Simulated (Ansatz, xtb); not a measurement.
# AsH5PSn: which of two isomers lies lower

Structure a is `[PH3][Sn][AsH2]`, a doublet and structure b is `[PH2][SnH][AsH2]`, a doublet. Both are isolated molecules in the gas phase, relaxed with B3LYP-D3(BJ)/def2-SVP; the shapes shown needn't be the lowest conformers.

a (Å):

```json
{"atom": "As", "x (Å)": "2.0772", "y (Å)": "-0.9083", "z (Å)": "1.4477"}
{"atom": "P", "x (Å)": "-1.4194", "y (Å)": "-1.6338", "z (Å)": "1.1603"}
{"atom": "Sn", "x (Å)": "0.0990", "y (Å)": "0.3886", "z (Å)": "0.0302"}
{"atom": "H", "x (Å)": "-1.4683", "y (Å)": "-1.7394", "z (Å)": "2.5776"}
{"atom": "H", "x (Å)": "-1.0682", "y (Å)": "-2.9843", "z (Å)": "0.8866"}
{"atom": "H", "x (Å)": "-2.8144", "y (Å)": "-1.7330", "z (Å)": "0.9033"}
{"atom": "H", "x (Å)": "3.0407", "y (Å)": "-0.8853", "z (Å)": "0.2577"}
{"atom": "H", "x (Å)": "2.6353", "y (Å)": "0.4052", "z (Å)": "2.0028"}
```

b (Å):

```yaml
atoms:
  - { symbol: As, position_ang: [0.5087, -1.3736, 3.3449] }
  - { symbol: P, position_ang: [-1.3819, -1.5296, -0.3789] }
  - { symbol: Sn, position_ang: [0.5975, -0.4207, 0.8450] }
  - { symbol: H, position_ang: [-0.6778, -2.7232, -0.7283] }
  - { symbol: H, position_ang: [-1.1199, -0.8943, -1.6326] }
  - { symbol: H, position_ang: [0.0576, 1.2418, 1.0178] }
  - { symbol: H, position_ang: [1.2679, -2.6547, 2.9918] }
  - { symbol: H, position_ang: [1.7946, -0.6499, 3.7520] }
```

Quicker runs give these differences E(b) − E(a): GFN2-xTB −8.2 kcal/mol; HF/STO-3G −34.2 kcal/mol (at GFN2-xTB geometries); r2SCAN-D4/def2-SVP −1.3 kcal/mol (at GFN2-xTB geometries).

Task: Estimate E(b) − E(a) at the level CCSD(T)/def2-SVP + ΔMP2/def2-TZVPP.

Result: Calculated at CCSD(T)/def2-SVP + ΔMP2/def2-TZVPP: E(b) − E(a) = +3.3 kcal/mol, so structure a lies lower.

How the difference moves with the method:

| level | geometry | E(b) − E(a) (kcal/mol) | departure from the last row (kcal/mol) | job, with rough time for the two |
| --- | --- | --- | --- | --- |
| GFN2-xTB | GFN2-xTB | −8.2 | −11.5 | optimisation, 0.25 s |
| HF/STO-3G | GFN2-xTB | −34.2 | −37.5 | single point, 1.6 s |
| r2SCAN-D4/def2-SVP | GFN2-xTB | −1.3 | −4.7 | single point, 6.9 s |
| B3LYP-D3(BJ)/def2-SVP | B3LYP-D3(BJ)/def2-SVP | +2.7 | −0.6 | optimisation, 2.6 min |
| HF/def2-SVP | B3LYP-D3(BJ)/def2-SVP | +3.7 | +0.4 | part of the CCSD(T) run |
| MP2/def2-SVP | B3LYP-D3(BJ)/def2-SVP | +1.8 | −1.5 | part of the CCSD(T) run |
| CCSD(T)/def2-SVP | B3LYP-D3(BJ)/def2-SVP | +1.6 | −1.7 | single point |
| CCSD(T)/def2-SVP + ΔMP2/def2-TZVPP | B3LYP-D3(BJ)/def2-SVP | +3.3 |  | single point, 79 s |

As drawn, b has 1 Sn–H in place of 1 P–H.

GFN2-xTB, HF/STO-3G, r2SCAN-D4/def2-SVP put the two in the other order. The largest departure from CCSD(T)/def2-SVP + ΔMP2/def2-TZVPP is that of HF/STO-3G, 37.5 kcal/mol. The last row adds to CCSD(T) the change of the MP2 difference between the two basis sets, here +1.7 kcal/mol.

With harmonic frequencies from B3LYP-D3(BJ)/def2-SVP (ideal gas, rigid rotor, one conformer each, 298.15 K, 1 atm): on the last row, ΔE + ΔZPE = +1.7 kcal/mol. A mode under 50 cm⁻¹ makes harmonic enthalpies and free energies unreliable, so none is given.

Open shells are spin-unrestricted. The correlated steps freeze 18 core orbitals; the filled d shell of As and Sn is correlated, in a basis made for valence electrons. Atoms past krypton carry core potentials in the def2 sets, other sets are all-electron and non-relativistic, and no spin–orbit term is included. Codes used: Ansatz 0.2.0, xtb 6.7.1; the last row on 2 threads of Arm Neoverse V2 on a shared host.

The two isomers are nearly balanced, with a slight electronic preference for a, the phosphine adduct of a formally Sn(I) arsenide. Moving hydrogen from phosphorus to tin gives b, a formally Sn(III) stannyl radical. This replaces a weak dative Sn–P contact with a covalent bond, but costs a strong P–H bond for a weaker Sn–H one and draws on the tin 5s pair. The relativistic stabilisation of that pair probably helps a keep pace despite having fewer covalent bonds. Zero-point energy narrows the gap because Sn–H vibrations are softer than P–H ones.

Hartree–Fock in def2-SVP already favours a, so missing correlation alone cannot explain the STO-3G failure; the minimal basis and absent relativity are more likely causes. Its closeness to the final value is partly a cancellation, since correlation shifts the balance towards b and basis enlargement shifts it back. The result supports a small preference between these two structures, not a global minimum: the alternative adduct with arsine bound to a tin phosphide was not compared.
